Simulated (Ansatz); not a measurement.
# Same space group and sites, N in common

These are results of DFT PBE, scalar-relativistic, plane waves, PAW in Ansatz, not measurements. Settings: cutoff 420 eV, Γ-centred meshes spaced at most about 0.3 Å⁻¹, and about 0.25 Å⁻¹ or finer for metals (2π included), Gaussian smearing. Collinear spin in cells that started with moments and kept them past the coarse steps, no spin elsewhere.

The zero of energy is the elements' standard structures at the same level (N₂ as a molecule); no fitted shifts are applied.

All take Fm-3m (No. 225), with the elements, in rising electronegativity, on sites of multiplicity and symmetry 8 (-43m); 4 (m-3m); 4 (m-3m); 24 (4mm); 24 (4mm). They are trial structures, relaxed alike, and needn't be the stable forms.

```
    formula  mean covalent radius (Å)   a (Å)  V (Å³/atom)  ΔE_f (eV/atom)  gap on mesh (eV)
Mg2TiMnC6N6                      0.91  10.263         16.9            0.15              0.00
Na2MnAlC6N6                      0.92  10.287         17.0            0.06              0.72
Ca2ScGaC6N6                      0.95  10.988         20.7            0.28              0.00
Rb2ZnPdC6N6                      0.99  11.171         21.8            0.29              0.93
 Ba2CaVC6N6                      1.03  11.189         21.9           -0.04              0.00
 K2ZnCdC6N6                      0.97  11.441         23.4            0.19              3.56
 Cs2YInC6N6                      1.06  11.727         25.2            0.04              0.00
```

Problem. Estimate the lattice constant of Cs2VIrC6N6 (mean covalent radius 1.04 Å) from the trend.

Solution. A straight line through the rows is a = 2.52 Å + 8.70 × radius, with an rms misfit of 2.3 %. It gives 11.57 Å. The computed value is 10.478 Å, so the line is off by +10.4 %. Series like this were kept only where the rows follow a line; many others don't. The rest of its row, which the trend in size doesn't give: 18.0 Å³/atom, -0.01 eV/atom, gap 0.00 eV.

Spin–orbit coupling, which can matter for Ir, is left out. Kohn–Sham gaps at this level usually fall short of measured ones. In such compounds of Mn, Ti and V a zero gap at this level may well be an artefact, since no Hubbard U is applied. A magnetic state wasn't ruled out in cells without spin, among them Cs2YInC6N6 Fm-3m. The reference form of C is held partly by dispersion forces, which this level lacks. Another magnetic order may lie lower. Trial moments died out on the coarse mesh in Na2MnAlC6N6 Fm-3m; another magnetic start might hold. Cells relaxed within their symmetry can be saddle points.

The line fails for Cs2VIrC6N6 because the mean radius counts atoms that barely set the cell edge. The sites fit a cyanide-bridged framework, in which the edge is built from metal–C, C–N and N–metal links, while the large electropositive cation sits in the cavities. Cs therefore raises the mean radius without lengthening the links. Cs2YInC6N6 shows this directly: with the same cavity cation but the larger Y and In in the framework, its edge is 11.727 Å against 10.478 Å. The size trend is also broken within the fitted rows, since K2ZnCdC6N6 has a larger cell than Rb2ZnPdC6N6 and Ba2CaVC6N6 despite its smaller mean radius.

Bonding probably adds to the contraction, as partly filled d shells on V and Ir can form strong σ bonds to cyanide and donate back into its π* orbitals. A descriptor based on the radii of the two framework metals would be better founded, but these data don't separate the contribution of V from that of Ir.
